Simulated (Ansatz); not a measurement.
BiTe: energy above given cell and pressure against volume ratio

All results are calculated (Ansatz 0.2.0). Plane-wave density functional theory, PAW datasets, Gaussian smearing 0.05 eV: equation of state, the given cell scaled in volume with shape and atoms relaxed at each volume.

The cell before it is scaled or strained (space group Pm-3m, No. 221):
```
cell vectors (Å)
   3.9133     0.0000     0.0000
   0.0000     3.9133     0.0000
   0.0000     0.0000     3.9133
atoms (fractions of the cell vectors)
Bi  0.00000  0.00000  0.00000
Te  0.50000  0.50000  0.50000
```

Settings of every row: paw set soft_2; functional PBE; spin treatment none; moment partition spheres; spin axis none; wave cutoff 420 eV; k mesh 10x10x10; symmetry use detected.

Atom hubbard u: 0 on all atoms.

Limits: no spin-orbit coupling, which can matter with elements this heavy; the cell comes from a prototype or a list of computed structures and needn't be the stable phase.

| row | volume ratio | V (Å³/atom) | energy above given cell (meV per atom) | pressure (GPa) |
| --- | --- | --- | --- | --- |
| 1 | 0.945 | 28.316 | 17.95 | 3.692 |
| 2 | 0.96 | 28.766 | ? | ? |
| 3 | 0.98 | 29.365 | 2.19 | 1.208 |
| 4 | 1 | 29.964 | 0 | 0.009 |
| 5 | 1.02 | 30.563 | 2.04 | -1.017 |
| 6 | 1.04 | 31.163 | 7.59 | -1.904 |
| 7 | 1.07 | 32.062 | 21.56 | -3.063 |
| 8 | 1.1 | 32.961 | 41.59 | -4.064 |

Question: what energy above given cell and pressure should row 2 give?

Worked fit of energy above given cell. Take u = (V_r/V)^(2/3) − 1 with V_r = 30.563 Å³ an atom, which is twice the finite (Eulerian) strain; such expansions in the strain, on which the Birch-Murnaghan equation of state is built, carry the rest volume and the bulk modulus. The shown rows have u = 0.05223, 0.02702, 0.01328, 0, -0.01288, -0.03142, -0.04911. Least squares give energy above given cell = 1.968 − 293.08 × u + 10938.9 × u² + 10055 × u³ meV per atom; a parabola predicts inner rows, each left out in turn, worse (root mean square 0.38 against 0.12 meV per atom). The rows lie off it by 0.02, -0.04, -0.03, 0.07, 0.05, -0.10, 0.04 (root mean square 0.056 meV per atom). Its lowest point lies at u = 0.0132, or V = 29.97 Å³ an atom, and the curvature there gives the bulk modulus with shape and atoms relaxed, B = (4/9)(1 + u)² E″(u)/V = 55.3 GPa. The withheld row has u = 0.04122, so the fit gives 1.968 − 293.08 × (0.04122) + 10938.9 × (0.04122)² + 10055 × (0.04122)³ = 9.18 meV per atom.

The calculation gave 9.19 meV per atom. The fit lies 0.01 meV per atom (0.024 % of the column's range) below it, one unit of the last digit.

Worked fit of pressure. Take u = (V_r/V)^(2/3) − 1 with V_r = 30.563 Å³ an atom, which is twice the finite (Eulerian) strain; such expansions in the strain, on which the Birch-Murnaghan equation of state is built, carry the rest volume and the bulk modulus. The shown rows have u = 0.05223, 0.02702, 0.01328, 0, -0.01288, -0.03142, -0.04911. Least squares give pressure = −1.0061 + 73.376 × u + 271.76 × u² + 895.6 × u³ GPa; a parabola predicts inner rows, each left out in turn, worse (root mean square 0.035 against 0.019 GPa). The rows lie off it by -0.003, 0.015, -0.009, -0.011, 0.004, 0.008, -0.004 (root mean square 0.0087 GPa). The pressure vanishes at u = 0.0131, or V = 29.97 Å³ an atom, and there the bulk modulus with shape and atoms relaxed is B = −V dP/dV = (2/3)(1 + u) dP/du = 54.7 GPa. The withheld row has u = 0.04122, so the fit gives −1.0061 + 73.376 × (0.04122) + 271.76 × (0.04122)² + 895.6 × (0.04122)³ = 2.543 GPa.

The calculation gave 2.566 GPa. The fit lies 0.023 GPa (0.3 % of the column's range) below it; its largest miss of a shown row is 0.015 GPa.
